Q: Two molecules share a cyano group, a fluorine and two chlorines, and differ only in the central atom, Si or Ge. How strongly do the vibrations feel that exchange?

Unscaled harmonic wavenumbers of the molecules NC–*FCl₂, with * = Si or Ge, calculated with Ansatz 0.2.0 at the PBE0-D4/def2-TZVP level, at minima located at the same level. All vibrational modes are listed in rising order and paired between the molecules by that order alone, not by the character of the motion.

```
mode  * = Si (cm⁻¹)  * = Ge (cm⁻¹)  Ge over Si
   1          108.2           95.4        0.88
   2          124.6          108.4        0.87
   3          184.9          146.7        0.79
   4          246.2          198.9        0.81
   5          268.7          205.4        0.76
   6          379.7          340.8        0.90
   7          382.8          342.8        0.90
   8          486.8          434.5        0.89
   9          661.6          485.6        0.73
  10          678.2          518.5        0.76
  11          956.6          749.1        0.78
  12         2347.5         2346.2        1.00
```

A: Eleven of the twelve modes fall, by between a tenth and a little over a quarter of their wavenumber. The twelfth stays where it was. Two rough figures are worth keeping. Averaged over the eleven modes that move, the greater mass of Ge costs about a tenth of the wavenumber, and the softer, longer-bonded framework around it costs about another tenth. The first of these can be worked out by hand, and the second is what then remains.

Q: Why does mode 12 ignore the exchange?

A: Its wavenumber, near 2350 cm⁻¹, lies where the stretching of a C≡N triple bond is found, and no other bond in these molecules is nearly as stiff. In that motion carbon and nitrogen move against each other. The bond from carbon to the centre is much softer, so it passes little of this fast motion on, and the centre stays almost at rest. An atom that hardly moves adds hardly any inertia, whatever its mass.

The triple bond itself also keeps its length, within the precision of the coordinates from the same calculations. The shift of 1.3 cm⁻¹ is less than a thousandth of the wavenumber, too little to build an explanation on. In this exchange mode 12 is a spectator: it shows that a cyano group is there, but hardly which of the two atoms carries it.

Q: If I need the zero-point energy, which modes matter for the difference between the two molecules?

A: The zero-point energy is half the sum of all the wavenumbers, converted to energy, so a mode counts by how many cm⁻¹ it loses and not by its percentage. From Si to Ge the total falls by about 5 kJ/mol, and modes 9 to 11 supply nearly two thirds of that. The C≡N stretch holds about a third of the zero-point energy of the Si molecule, yet it contributes almost nothing to the difference. A large term that is the same on both sides cancels.

Q: Ge is about two and a half times as heavy as Si. Isn't that enough to explain the lower wavenumbers?

A: Looking at one mode at a time, it could seem so. Take any pattern of motion and keep all the springs as they are. The squared wavenumber is proportional to the elastic energy of the pattern divided by its inertia. The heavier centre raises the inertia most if the centre alone moves, and then, with the standard atomic weights of Si and Ge, the wavenumber is multiplied by

√(28.1/72.6) = 0.62

The variational principle carries this limit over to the ordered list of modes, so with unchanged springs no entry in the column "Ge over Si" could be below 0.62 or above 1. The smallest entry is 0.73. Every mode therefore passes this test, and a mass effect alone looks possible as long as the modes are judged singly.

Q: Then how can you tell whether the springs have changed?

A: By multiplying all twelve ratios. The centre can move in only three directions, so its extra mass can be felt only three times over, however the modes share it. Each direction can lower the product by a factor of 0.62 at most, so the mass alone can't bring it below 0.24. The table gives 0.12, half of that lowest value, so something besides the mass must have changed.

The limit can be turned into an estimate. Part of the centre's motion belongs to the drift and tumbling of the whole molecule, which have no restoring force, and the extra mass carried there doesn't slow any vibration. The Teller-Redlich product rule accounts for this through the total mass, which grows from 144.1 to 188.6 atomic mass units, and through the moments of inertia:

product from mass alone = (28.1/72.6)^(3/2) × (188.6/144.1)^(3/2) × 1.01 = 0.36

The last factor comes from the moments of inertia, here approximated by their mean growth. It is close to 1 because the central atom sits near the centre of mass.

This estimate has no adjustable constant; it uses the atomic masses and the shape of the Si molecule. It accounts for just under half of the fall, counted on a logarithmic scale, on which successive factors add. What remains is a factor of about one third, and it belongs to the force constants and the geometry. The printed analysis below lists the factors one by one.

Q: Is there any sign of softer bonds apart from that remainder?

A: The bond lengths point the same way. In the same calculations the bond from the centre to fluorine grows by 0.14 Å, those to chlorine by 0.10 Å and the one to carbon by 0.08 Å. Ge has a larger core and more extended valence orbitals than Si, so its bonds to a given partner are longer and, as a rule, softer. Even if the angles resist bending as strongly as before, longer bonds tend to lower the bending modes, since the outer atoms must travel further for the same change of angle.

Mode 11 offers a rough check on a single bond. It lies where the stretch between the centre and fluorine is expected, an assignment that rests on its position. If that bond is treated as an isolated pair of atoms with an unchanged spring, the masses give

√[(1/72.6 + 1/19.0) / (1/28.1 + 1/19.0)] = 0.87

The table has 0.78. In the same picture even an infinitely heavy centre would bring the ratio down only to 0.77, because the light fluorine does most of the moving. Ge has thus come almost as low as an immovable wall would on the old spring, and a softer spring is the natural reading. The picture leaves out the mixing with the other bonds at the centre, so it supports the direction of the change better than its size.

Q: The modes are paired by their order. What if two of them have changed places?

A: Then the single ratios change, but the argument doesn't. Modes 9 and 10 are close together in the Si molecule, and their ratios as printed are 0.73 and 0.76. If their characters were exchanged in the Ge molecule, the ratios for the same kind of motion would be 0.78 and 0.72. Differences of a few hundredths between neighbouring modes are therefore no safe guide to which bond softened more. The product of all ratios and the zero-point energy stay the same under any exchange, and the split between the mass and the rest uses the modes only through that product.

Q: Which digits would you rely on when I compare this with a measured spectrum?

A: Don't rely on the decimal place. For a band position, even the tens are uncertain in the highest modes. These are harmonic wavenumbers from a hybrid density functional, and they usually lie a few per cent above the measured fundamentals. Much of that error should cancel in a ratio, since both molecules are treated alike. Relativistic effects are left out for both; they would touch Ge more than Si, though for an element of this weight they are usually small.

For a similar exchange of a central atom, keep all the modes, even those in which that atom hardly moves, because the product rule doesn't hold for a selection made by eye. Work out the product that the masses alone would give, and compare it with the product of all the calculated ratios. Only the part that the masses leave over should be put down to softer bonds and a changed shape.

Printed output of the fit:

```
smallest ratio Ge over Si of any mode: 0.734
lowest ratio that the central mass alone allows for one mode: 0.6221
lowest product of all ratios that the central mass alone allows: 0.2408
factor from the larger total mass: 1.497
factor from the larger moments of inertia (mean growth): 1.007
product of all ratios expected from the central mass alone: 0.3631
product of all twelve ratios found: 0.1184
share of the central mass in the logarithm of the product, per cent: 47.48
factor left for force constants and geometry: 0.3261
fall of the zero-point energy from Si to Ge, kJ/mol: 5.105
share of modes 9 to 11 in that fall, per cent: 63.64
share of mode 12 in the zero-point energy of the Si molecule, per cent: 34.39
diatomic X-F ratio from masses alone: 0.8676
diatomic X-F ratio for an infinitely heavy centre against Si: 0.7724
ratio of mode 11 found: 0.7831
ratio if mode 9 of Si became mode 10 of Ge: 0.7837
ratio if mode 10 of Si became mode 9 of Ge: 0.716
fall of mode 12 from Si to Ge, 1/cm: 1.3
one per cent of mode 12 in the Si molecule, 1/cm: 23.48
growth of the X-F bond from Si to Ge, angstrom: 0.1359
growth of the X-Cl bond from Si to Ge, angstrom: 0.1005
growth of the X-C bond from Si to Ge, angstrom: 0.08266
change of the C-N bond from Si to Ge, angstrom: -0.004449
```
